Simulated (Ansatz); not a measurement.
# Ligand exchange: GaH(CH3)(NH2) + H2S → GaH(CH3)(SH) + NH3

Species: GaH(CH3)(NH2), singlet; H2S (hydrogen sulfide) `S`, singlet; GaH(CH3)(SH), singlet; NH3 (ammonia) `N`, singlet. The partners trade NH2 for SH: Ga–NH2 and H–SH bonds give way to Ga–SH and H–NH2.

Shapes, held fixed at every level: PBE0-D4/def2-TZVP. Flexible molecules stand in one conformer, not always the lowest. Programs: Ansatz 0.2.0. The zero-point and thermal change to 298 K, harmonic and unscaled (PBE0-D4/def2-TZVP), is +8.8 kJ/mol.

**Question.** Estimate ΔH(298 K) of this reaction.

**Answer.** The highest level, CCSD(T)/def2-TZVPP, gives ΔH(298 K) = -41.9 kJ/mol; the levels span -50.9 to -35.6. The column of differences is taken from that level and isn't an error. No measured value is set beside it here. Relativity is left out for Ga unless named. Correlated rows may include outer-core shells of Ga, which these sets cover unevenly. Times are processor times on shared x86 and Arm servers, and rough.

```csv
level,kind,ΔH(298 K) (kJ/mol),less CCSD(T)/def2-TZVPP,CPU time (sum over the molecules)
HF/def2-SVP,Hartree–Fock,-43.5,-1.6,–
PBE-D4/def2-TZVPP,GGA,-49.4,-7.5,14 s
BHLYP-D4/def2-TZVPP,global hybrid,-47.3,-5.4,2.7 min
PBE0-D4/def2-TZVPP,global hybrid,-50.9,-9.0,16 s
r2SCAN0-D4/def2-TZVPP,global hybrid,-49.6,-7.7,28 s
B2PLYP/def2-TZVPP,double hybrid,-43.0,-1.1,46 s
CCSD/def2-SVP,coupled cluster or CI,-35.6,+6.3,–
CCSD(T)/def2-TZVPP,coupled cluster or CI,-41.9,0.0,4.6 min
```

Exchange of amide for thiolate is exothermic at every level, so the direction is secure for these isolated monomers, though its size is less so. The driving force is the protonolysis of a basic amide by the more acidic H2S: the gain in replacing an S–H bond with a stronger N–H bond outweighs the loss of the polar Ga–N bond, which has some N-to-Ga π donation. Gallium's good affinity for soft, polarisable sulfur keeps that loss modest. The vibrational term works against the reaction, largely because N–H modes are stiffer than S–H modes.

The GGA and global hybrids all give a more exothermic reaction than CCSD(T), while B2PLYP comes within 1.1 kJ/mol of it. The similar closeness of Hartree–Fock in the small basis probably reflects cancelling errors. The weaker exothermicity with CCSD can't be assigned to missing triples alone, since the basis changes too. Nor does the monomer value carry over directly to condensed phases, where gallium amides and thiolates often associate through bridging ligands.
